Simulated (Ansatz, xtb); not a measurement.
**Relative energy of two isomers of AlFH4NP**

Structure a is `[F][AlH][NH]P`, a singlet and structure b is `[F][Al@@H-]1[NH2+][PH]1`, a singlet. Both are isolated molecules in the gas phase, relaxed with B3LYP-D3(BJ)/def2-SVP; the shapes shown needn't be the lowest conformers.

a (Å):

```yaml
atoms:
  - { symbol: Al, position_ang: [-2.4608, -0.0061, -1.3918] }
  - { symbol: F, position_ang: [-4.0901, 0.1322, -1.7181] }
  - { symbol: N, position_ang: [-1.7306, 1.2091, -0.3126] }
  - { symbol: P, position_ang: [-0.0898, 1.3803, 0.2422] }
  - { symbol: H, position_ang: [-1.6233, -1.1704, -2.0224] }
  - { symbol: H, position_ang: [-2.3149, 1.9478, 0.0733] }
  - { symbol: H, position_ang: [0.2009, 0.0328, 0.6412] }
  - { symbol: H, position_ang: [0.6282, 1.2163, -0.9895] }
```

b (Å):

```xyz
8

Al    1.3159    0.8294   -0.9597
F     0.4769    0.5552   -2.3881
N     0.0564    0.7755    0.5604
P     0.5759    2.6160    0.3800
H     2.6788    0.0841   -0.7110
H     0.3297    0.4033    1.4713
H    -0.9439    0.6104    0.4369
H    -0.5000    2.8689   -0.5282
```

Energies in hartree; the thermal terms are from B3LYP-D3(BJ)/def2-SVP harmonic frequencies (ideal gas, rigid rotor, one conformer each, 298.15 K, 1 atm) and include the zero-point energy:

```
                               a           b
E, CCSD(T)/def2-TZVP  −739.813787  −739.804241
   zero-point energy     0.043624     0.046661
        H(298 K) − E     0.051042     0.053451
        G(298 K) − E     0.012761     0.017410
```

Problem. Work out ΔE, ΔE₀, ΔH and ΔG for a → b in kJ/mol (1 Eh = 2625.50 kJ/mol) and the equilibrium ratio [b]/[a].

Solution. 1. ΔE = −739.804241 − (−739.813787) = +0.009546 Eh = +25.06 kJ/mol.
2. ΔE₀ = ΔE + ΔZPE = +0.009546 + (+0.003037) Eh = +33.04 kJ/mol.
3. ΔH = ΔE + (+0.002409) Eh = +31.39 kJ/mol.
4. ΔG = ΔE + (+0.004649) Eh = +37.27 kJ/mol, so ΔS = (ΔH − ΔG)/T = −19.7 J/(mol K).
5. kT = 0.9442 mEh, so K = [b]/[a] = exp(−ΔG/kT) = exp(−15.03) ≈ 3.0 × 10^−7.

Structure a is favoured at this temperature. An error of 4 kJ/mol in ΔG would change K by a factor of 5. Mirror images and further conformers aren't counted.

As drawn, b has 1 Al–P, 1 N–H in place of 1 P–H. Structure a has no ring, b a 3-membered ring.

Other levels gave ΔE = +68.5 (GFN2-xTB); +42.5 (HF/STO-3G, GFN2-xTB geometries); +2.2 (r2SCAN-D4/def2-SVP, GFN2-xTB geometries); +12.8 (B3LYP-D3(BJ)/def2-SVP); +48.8 (HF/def2-TZVP); +29.6 (MP2/def2-TZVP) kJ/mol. The correlated steps freeze 12 core orbitals. Programs: Ansatz 0.2.0, xtb 6.7.1.

The open aminophosphine a lies below the ring b at every level listed, though the gap ranges from +2.2 to +68.5 kJ/mol, so the order is firmer than its size. Going to b moves a hydrogen from phosphorus to nitrogen. The stronger N–H bond favours b, but this gain is probably outweighed by what happens at the other atoms. In a, nitrogen holds a short, polar bond to aluminium and can donate its lone pair into the empty p orbital there. In b, that lone pair is tied up in a longer, dative Al–N bond, aluminium gains a softer bond to phosphorus, and the N–P bond is markedly stretched in the strained ring. The thermal terms widen the gap: the stiffer N–H stretch probably raises the zero-point energy, and ring closure turns floppy torsions into stiffer modes, lowering the entropy. Electron correlation narrows it, from +48.8 with HF to +29.6 kJ/mol with MP2 in the same basis, plausibly because the ring is more compact. The equilibrium ratio doesn't show whether b, once formed, would rearrange quickly, since no barrier was computed.
